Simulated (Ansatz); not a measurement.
# A series in volume per atom on Zn2O3

Equation of state of a cubic crystal from periodic Kohn-Sham density functional theory without spin; pressure corrected for the finite basis. The results are calculated, by Ansatz 0.2.0 development build.

Cell of the first row (space group Pn-3m, No. 224):
```
Zn2O3
1.0
      4.7396     0.0000     0.0000
      0.0000     4.7396     0.0000
      0.0000     0.0000     4.7396
Zn O
4 6
Direct
  0.25000 0.25000 0.25000
  0.75000 0.75000 0.25000
  0.75000 0.25000 0.75000
  0.25000 0.75000 0.75000
  0.50000 0.00000 0.00000
  0.00000 0.50000 0.00000
  0.00000 0.00000 0.50000
  0.50000 0.50000 0.00000
  0.50000 0.00000 0.50000
  0.00000 0.50000 0.50000
```

Settings of every row: formula Zn2O3; structure type cubic X2O3; functional PBE; spin treatment none; k mesh 8x8x8; occupation method fermi-dirac; occupation width 0.061225619 eV; wave cutoff 420 eV; datasets soft-1 PAW; density cutoff ratio 4.

Limits: a cubic model structure, not a phase known at ambient conditions; modest k-mesh, values are not fully converged in k.

| row | volume per atom (Å³) | pressure (GPa) | energy above lowest point (meV/atom) |
| --- | --- | --- | --- |
| 1 | 10.647 | 9.404 | 18.8 |
| 2 | 10.873 | 5.912 | 8.02 |
| 3 | 11.1 | ? | ? |
| 4 | 11.326 | 0 | 0 |
| 5 | 11.553 | -2.496 | 1.8 |
| 6 | 11.779 | -4.729 | 6.92 |
| 7 | 12.006 | -6.72 | 15.05 |

Question: what pressure and energy above lowest point should row 3 give?

Worked fit of pressure. Take u = (V_r/V)^(2/3) − 1 with V_r = 11.44 Å³ an atom, which is twice the finite (Eulerian) strain; such expansions in the strain, on which the Birch-Murnaghan equation of state is built, carry the rest volume and the bulk modulus. The shown rows have u = 0.04906, 0.03447, 0.0067, -0.00653, -0.01928, -0.03168. Least squares give pressure = −1.2908 + 188.782 × u + 566.32 × u² + 587.4 × u³ GPa; a parabola predicts inner rows, each left out in turn, worse (root mean square 0.013 against 0.0062 GPa). The rows lie off it by 0.001, -0.001, 0.000, 0.004, -0.005, 0.002 (root mean square 0.0028 GPa). The pressure vanishes at u = 0.0067, or V = 11.33 Å³ an atom, and there the bulk modulus at fixed shape and fractions is B = −V dP/dV = (2/3)(1 + u) dP/du = 132 GPa. The withheld row has u = 0.02032, so the fit gives −1.2908 + 188.782 × (0.02032) + 566.32 × (0.02032)² + 587.4 × (0.02032)³ = 2.784 GPa.

The calculation gave 2.792 GPa. The fit lies 0.008 GPa (0.05 % of the column's range) below it; its largest miss of a shown row is 0.005 GPa.

Worked fit of energy above lowest point. Take u = (V_r/V)^(2/3) − 1 with V_r = 11.44 Å³ an atom, which is twice the finite (Eulerian) strain; such expansions in the strain, on which the Birch-Murnaghan equation of state is built, carry the rest volume and the bulk modulus. The shown rows have u = 0.04906, 0.03447, 0.0067, -0.00653, -0.01928, -0.03168. Least squares give energy above lowest point = 0.459 − 138.78 × u + 10269.7 × u² + 3630 × u³ meV/atom; a parabola predicts inner rows, each left out in turn, worse (root mean square 0.074 against 0.017 meV/atom). The rows lie off it by 0.00, -0.01, 0.01, 0.00, -0.01, 0.00. Its lowest point lies at u = 0.0067, or V = 11.33 Å³ an atom, and the curvature there gives the bulk modulus at fixed shape and fractions, B = (4/9)(1 + u)² E″(u)/V = 132 GPa. The withheld row has u = 0.02032, so the fit gives 0.459 − 138.78 × (0.02032) + 10269.7 × (0.02032)² + 3630 × (0.02032)³ = 1.91 meV/atom.

The calculation gave 1.93 meV/atom. The fit lies 0.02 meV/atom (1 % of the value, 0.11 % of the column's range) below it; its largest miss of a shown row is 0.01 meV/atom.
